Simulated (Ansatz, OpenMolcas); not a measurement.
# BN (boron nitride): methods side by side

BN has 2 atoms, charge 0, and is taken as a triplet. As SMILES, `B#N`. The shape is that of a PBE0-D4/def2-TZVP optimisation.

```jsonl
{"atom": "B", "x (Å)": "0.0000", "y (Å)": "0.0000", "z (Å)": "-0.0235"}
{"atom": "N", "x (Å)": "0.0000", "y (Å)": "0.0000", "z (Å)": "1.2919"}
```

Each level gives the energy change with the B1–N2 bond stretched from 1.315 to 1.903 Å (eV). The values are calculated.

```
          level                    kind     program  value (eV)  CPU time (all runs)
      UHF/6-31G            Hartree–Fock      Ansatz        1.16               0.29 s
   USVWN5/6-31G                     LDA      Ansatz        2.49               0.93 s
 U-revPBE/6-31G                     GGA      Ansatz        2.04                2.1 s
   UBHLYP/6-31G           global hybrid      Ansatz        1.88                1.2 s
U-wB97M-V/6-31G  range-separated hybrid      Ansatz        1.92                7.7 s
  RPA@PBE/6-31G                     RPA      Ansatz        1.44                3.9 s
     UMP2/6-31G     perturbation theory      Ansatz        2.30                0.4 s
 UCCSD(T)/6-31G   coupled cluster or CI      Ansatz        1.72                0.7 s
     FCI/STO-3G      exact in the basis  OpenMolcas        2.24                3.9 s
```

The first shape isn't each level's own minimum. The values span 1.16 to 2.49 eV. Spin contamination of the reference (⟨S²⟩ at least 0.1 too high) touches UHF/6-31G, UMP2/6-31G, UCCSD(T)/6-31G. The coupled-cluster rows rest on a doubtful reference here (large T1 or Brueckner and Hartree–Fock orbitals at odds), and rows may lie in different states. All rows use very small basis sets, so none should be taken for the real molecule's value. Times are those of the runs behind each value, whatever else they computed, on shared processors of several kinds: orders of magnitude only.

Every level makes the stretch uphill, as expected when the overlap that holds B and N together is lost. In the triplet's usual configuration, one electron has left the π shell or the σ lone-pair-like orbital of the competing singlets, but substantial σ and π bonding remains, and both weaken as the atoms separate. How steep the climb is remains far less certain than its sign.

Among the density functionals, the local one gives the largest cost, 2.49 eV, and the gradient-corrected one 2.04 eV. The two hybrids lie close together at 1.88 and 1.92 eV, while RPA falls to 1.44 eV. This spread probably reflects how differently the methods balance exchange and correlation between the compact and the stretched bond.

The FCI value of 2.24 eV can't arbitrate among them, because its exactness holds only within a minimal basis, whereas the other rows share a larger one. Nor does the energy of a single partial stretch give the dissociation energy or the singlet–triplet ordering.
